# How far must the springs reach? Shear in the simple cubic lattice as a trade of cost against accuracy

## 1. Two springs on a square and on a cube

A central spring of stiffness $k$ along a lattice vector $\mathbf R$ resists only changes of its length. For atoms of mass $M$, waves $u\propto e^{i(\mathbf q\cdot\mathbf R-\omega t)}$ and springs that carry no force at equilibrium,

$$M D_{\alpha\beta}(\mathbf q)=\sum_{\mathbf R\neq0}k(R)\,\frac{R_\alpha R_\beta}{R^2}\,(1-\cos\mathbf q\cdot\mathbf R).$$

On a square lattice of side $a$, with $k_1$ along the edges and $k_2$ along the diagonals,

$$MD_{xx}=2k_1(1-\cos q_xa)+2k_2(1-\cos q_xa\cos q_ya),\qquad MD_{xy}=2k_2\sin q_xa\,\sin q_ya .$$

**Predict:** what restores a wave along $x$ with motion along $y$ if $k_2=0$?

Nothing does. At $q_y=0$ the element $D_{yy}$ gives $M\omega^2=4k_2\sin^2(qa/2)$, since an edge bond that is tilted keeps its length to first order. In the simple cubic lattice, with $k_2$ on the twelve face diagonals, $MD_{xx}=2k_1(1-c_x)+2k_2(2-c_xc_y-c_xc_z)$ with $c_x=\cos q_xa$, and $D_{xy}$ is unchanged. At small $q$ the continuum has $\rho\omega^2=C_{11}q^2$ and $C_{44}q^2$ along [100], an off-diagonal element $(C_{12}+C_{44})q_xq_y$, and $\rho=M/a^3$. Hence

$$C_{11}=\frac{k_1+2k_2}{a},\qquad C_{12}=C_{44}=\frac{k_2}{a}.$$

Under a pressure $P$ held by pair forces $V(R)$ the bonds are loaded. Then $k=V''-V'/R$, and an isotropic term $(V'/R)\,\delta_{\alpha\beta}$ joins the sum. Its long-wave contribution is $\frac{1}{6a^3}\sum V'R$, which equals $-P$ by the virial relation. The constants that set the sound speeds become $C_{44}=k_2/a-P$ and $C_{12}=k_2/a+P$. This term returns in section 6.

Stopping at $k_2$ is a truncation in range. The question is how long a range to buy, and by which calculation, when the target is the initial slope of the transverse [100] branch.

## 2. A model with an exact answer

Edges and face diagonals both lie in cube planes. Extend the family to all vectors $a(m,n,0)$ and their permutations, unloaded, with $k=\kappa\,(a/R)^6$, so that $k_2=\kappa/8$. For $\mathbf q$ along $x$ and motion along $y$, whole planes slide rigidly:

$$M\omega^2=2\sum_{p\ge1}K_p(1-\cos pqa),\qquad K_p=\kappa\sum_{n=-\infty}^{\infty}\frac{n^2}{(p^2+n^2)^4},\qquad C_{44}=\frac{\kappa}{a}\,c_\infty,\quad c_\infty=\sum_{p\ge1}\frac{p^2K_p}{\kappa}.$$

The weight $2(1-\cos pqa)/(qa)^2$ of plane $p$ is largest, $p^2$, at $q\to0$, so the slope is where distant planes count most.

Poisson summation replaces the sum over $n$ by Fourier integrals. The transform of $x^2/(p^2+x^2)^4$ at frequency $w$ is $\pi e^{-z}(3+3z-z^3)/(48p^5)$ with $z=|w|p$, so

$$\frac{K_p}{\kappa}=\frac{\pi}{16p^5}+\delta_p,\qquad \delta_p=\frac{\pi}{24p^5}\sum_{j\ge1}e^{-z_j}(3+3z_j-z_j^3),\quad z_j=2\pi jp .$$

Then $c_\infty=\pi\zeta(3)/16+\delta_1+4\delta_2+\dots=0.236023-0.056187-0.000111=0.179725$, and the later terms lie below the last digit. A closed form follows from $c_\infty=\frac12\sum' m^2n^2/r^8$ with $r^2=m^2+n^2$ and $8m^2n^2=r^4-\mathrm{Re}\,(m+in)^4$. Two classical lattice sums, $\sum' r^{-4}=4\zeta(2)G=6.026812$ with Catalan's constant $G$, and $\sum'(m+in)^{-4}=\Gamma(1/4)^8/(960\pi^2)=3.151212$, give $c_\infty$ as one sixteenth of their difference, again $0.179725$.

**Predict:** $K_p$ falls as $p^{-5}$. Does the diagonal spring alone hold nearly all of $C_{44}$?

It gives $0.125$, an error of $-30.4\,\%$.

## 3. Method A: force constants from a periodic cell

Force constants come from displacing an atom in a periodic cell and reading the forces. In a cell $L$ planes long, plane $s$ moves with its periodic images, so its constant is credited to the nearest image at distance $p(s)=\min_j|s-jL|$. For even $L$ the plane at $L/2$ is shared equally between the two sides. The interpolated branch is exact at $q=2\pi j/(La)$, and its slope is

$$c(L)=\sum_{s\ge1}\frac{p(s)^2K_s}{\kappa},\qquad c(L)-c_\infty=-\sum_{s>L/2}\frac{[s^2-p(s)^2]\,K_s}{\kappa}.$$

Cells with $L=2$ and $L=3$ yield a single planar constant and therefore the $\sin^2(qa/2)$ shape of the two-spring model. They are that model with an effective $k_2$ fitted to one frequency.

**Predict:** a cube of $L^3$ atoms or a rod of $L\times1\times1$ atoms. Which gives the better slope?

They give the same slope. Summing the constants of the cube over one plane adds the response to every atom of that plane, which is what the rod computes when its one atom per plane moves with all its lateral images. The cube buys the other directions of $\mathbf q$.

**Error.** For large $L$ put $s=Lx$ and $K_s=\kappa\pi/(16s^5)$. The sum becomes $\frac{\pi}{16L^2}\int_{1/2}^\infty f\,dx$ with $f=x^{-3}-(x-j)^2x^{-5}$ on $j-\frac12<x<j+\frac12$. The first part integrates to 2. The second has the antiderivative $-\frac{1}{2x^2}+\frac{2j}{3x^3}-\frac{j^2}{4x^4}$, which equals $-\frac{1}{12x^2}\mp\frac{1}{12x^3}-\frac{1}{16x^4}$ at the upper and lower ends of a piece. The even powers telescope to $4/3$. The cubes sum to $-[14\zeta(3)-8]/12$, since $\sum x^{-3}$ over $x=\frac12,\frac32,\dots$ is $7\zeta(3)$. The integral of $f$ is therefore $7\zeta(3)/6$.

The next term comes from the Euler–Maclaurin formula with step $1/L$. The slopes of $f$ at upper ends minus those at lower ends total $-2\sum x^{-5}=-62\zeta(5)$ over the same half-integers. For odd $L$ the sum is a midpoint rule, with factor $-1/(24L^2)$, and for even $L$ a trapezoid rule, with factor $+1/(12L^2)$:

$$c(L)-c_\infty\simeq-\frac{\pi}{16}\left[\frac{7\zeta(3)}{6L^2}+\frac{b}{L^4}\right],\qquad b_{\rm odd}=\frac{31\zeta(5)}{12},\quad b_{\rm even}=-\frac{31\zeta(5)}{6}.$$

The leading relative error is $-1.532/L^2$.

**Cost.** Let the forces come from an electronic-structure calculation on $N$ atoms. Bands and basis functions both grow as $N$, so storing the states of one k-point takes memory $\propto N^2$ and orthogonalising them takes work $\propto N^3$. A metal needs a fixed density of k-points, and the zone shrinks as $1/N$, so the work is $W=N^2$ in units of the one-atom cell. One displacement suffices by symmetry in either cell. Savings from symmetry in the k-point set are ignored. Work and memory are then both $L^6$ for the cube and $L^2$ for the rod. For a tolerance $\epsilon$ this means $W\approx(1.532/\epsilon)^3$ and $W\approx1.532/\epsilon$.

| $L$ | $c(L)$ | error (%) | $W$ = memory, rod | $W$ = memory, cube |
|---|---|---|---|---|
| 2 | 0.14105 | −21.5 | 4 | 64 |
| 3 | 0.14655 | −18.5 | 9 | 729 |
| 4 | 0.16559 | −7.86 | 16 | 4096 |
| 5 | 0.16813 | −6.45 | 25 | 15625 |
| 6 | 0.17278 | −3.87 | 36 | 46656 |
| 7 | 0.17393 | −3.23 | 49 | 117649 |
| 9 | 0.17625 | −1.93 | 81 | 531441 |
| 12 | 0.17786 | −1.04 | 144 | 2985984 |
| 13 | 0.17808 | −0.916 | 169 | 4826809 |

The steps from 2 to 3 and from 4 to 5 gain little, since they bring no new plane into range.

## 4. Methods B and C: two rods, or no supercell

**B, extrapolation.** Two rods remove the $L^{-2}$ term (Richardson extrapolation):

$$c_{\rm B}=\frac{L_2^2\,c(L_2)-L_1^2\,c(L_1)}{L_2^2-L_1^2}.$$

**Predict:** odd or even rods, and on which side of the exact value does $c_{\rm B}$ land?

Inserting $b/L^4$ for two rods of equal parity leaves $c_{\rm B}-c_\infty\simeq+\frac{\pi}{16}\,b/(L_1^2L_2^2)$. Odd pairs overshoot, by a relative $2.93/(L_1L_2)^2$, and even pairs undershoot by twice that. Mixed pairs spoil the partial cancellation of the $b$ terms and are left out. The work is $L_1^2+L_2^2$, the memory is $L_2^2$, and $W\propto\epsilon^{-1/2}$ at a fixed ratio $L_2/L_1$.

| pair | error (%) | $W$ | memory |
|---|---|---|---|
| (2, 4) | −3.31 | 20 | 16 |
| (3, 5) | +0.30 | 34 | 25 |
| (4, 6) | −0.67 | 52 | 36 |
| (5, 7) | +0.134 | 74 | 49 |
| (5, 9) | +0.088 | 106 | 81 |
| (7, 9) | +0.053 | 130 | 81 |

The asymptotic form gives $0.074\,\%$ for (7, 9), so higher terms still matter at these sizes.

**C, homogeneous shear.** Shear the one-atom cell, $x\to x+\gamma y$, and equate the energy change to $\frac12C_{44}a^3\gamma^2$. All ranges respond at once, so nothing is truncated. Since $\pm\gamma$ are mirror images, two calculations suffice: $W=2$, memory 1. The error comes from the finite step. The edge bond along $y$ lengthens by $a\gamma^2/2$ and stores $\kappa a^2\gamma^4/8$, a relative error $\gamma^2/(4c_\infty)=1.39\gamma^2$, or $1.4\times10^{-4}$ at $\gamma=0.01$. The other bonds add terms of the same order. A noise $\eta$ in the energy difference adds $2\eta/(C_{44}a^3\gamma^2)$, which limits how small $\gamma$ can be. The method returns one number and no frequencies.

## 5. The choices

If $C_{44}$ alone is wanted, method C at $W=2$ is cheaper than every row above, for all tolerances below, provided the noise term stays under the tolerance. If the calculation must also deliver phonon frequencies along [100], the choice lies among rods, with $L\ge2$ and pairs of equal parity.

| tolerance | cheapest single rod | cheapest pair | pick |
|---|---|---|---|
| 10 % | $L=4$, $W=16$ | (2, 4), $W=20$ | single rod, narrowly |
| 1 % | $L=13$, $W=169$ | (3, 5), $W=34$ | pair, ratio 5.0 |
| 0.1 % | $L=40$, $W=1600$ | (5, 9), $W=106$ | pair, ratio 15 |

The rod $L=39$ misses with $-0.101\,\%$ and $L=40$ passes with $-0.096\,\%$. A pair gives exact frequencies at the wavevectors of both rods and a corrected slope. The interpolation formula of each rod keeps its own error from the first table.

| budget | best choice | error (%) |
|---|---|---|
| $W\le10$ | rod $L=3$ | −18.5 |
| $W\le40$ | pair (3, 5) | +0.30 |
| $W\le150$ | pair (7, 9) | +0.053 |
| $W\le1000$, all directions needed | cube $L=3$ | −18.5 |

In the last case 34 further units correct the shear slope for a total of 763. If small cells scale as $W\propto N$, the ratio at 1 % shrinks to $13/8$, about 1.6.

## 6. Simple cubic calcium near 35 GPa

Typical inputs: calcium is simple cubic at room temperature near $P=35$ GPa, with $a\approx2.6$ Å and $M=40.08$ u. Let the nearest edge bonds carry the whole pressure. Each holds the force $Pa^2$, and its isotropic constant is $V'/a=-Pa=-0.568$ eV/Å$^2$. It adds to $K_1$ and is exact in every cell, so $C_{44}=c\,\kappa/a-P$. The assumed $\kappa=3.6$ eV/Å$^2$ was chosen to leave a small positive $C_{44}$, since very soft transverse modes are typical of this phase. Then $\kappa/a=221.8$ GPa and $k_2=0.45$ eV/Å$^2$.

**Predict:** the spring sum is 39.9 GPa and the pressure removes 35. What does an error of 20 % in the sum do?

| calculation | model $C_{44}$ (GPa) |
|---|---|
| $k_2$ only | −7.3 |
| $L=2$ | −3.7 |
| $L=3$ | −2.5 |
| $L=4$ | +1.7 |
| $L=5$ | +2.3 |
| pair (3, 5) | +5.0 |
| exact | +4.9 |

It flips the sign. A tolerance of 10 % on the model's 4.9 GPa is 1.22 % on the spring sum. That needs the rod $L=12$ at $W=144$, since $L=11$ misses with $-1.28\,\%$, or the pair (3, 5) at $W=34$, which is 4.2 times cheaper.

The cheapest cell still says something exact. At the zone boundary $q=\pi/a$ only odd planes act, so $M\omega^2=4[c(2)\kappa-Pa]=-0.241$ eV/Å$^2$, an imaginary frequency with $\hbar|\omega|=5.0$ meV, or 58 K. The model is stable against long shear waves and harmonically unstable against sliding of alternate planes, and the rod $L=2$ shows the second fact at $W=4$. These numbers are the model's. In calcium itself, harmonic calculations typically find transverse zone-boundary modes soft or unstable as well, and at 300 K, where $k_BT=25.9$ meV, anharmonic terms left out here can shift so soft a mode by more than its own size.

Two features of the model set the exponents. Springs falling as $R^{-6}$ in all three dimensions give $K_p\propto p^{-4}$ by the same integral over a plane, so the error falls as $1/L$ and the weights $L^2$ in method B must become $L$. In a metal the planar constants usually oscillate with a period set by the Fermi surface, and then no single power describes the error. Three rods of equal parity test the assumed power before the extrapolation is trusted, at $W=83$ for $L=3,5,7$, and the sheared one-atom cell tests the slope for 2 units more.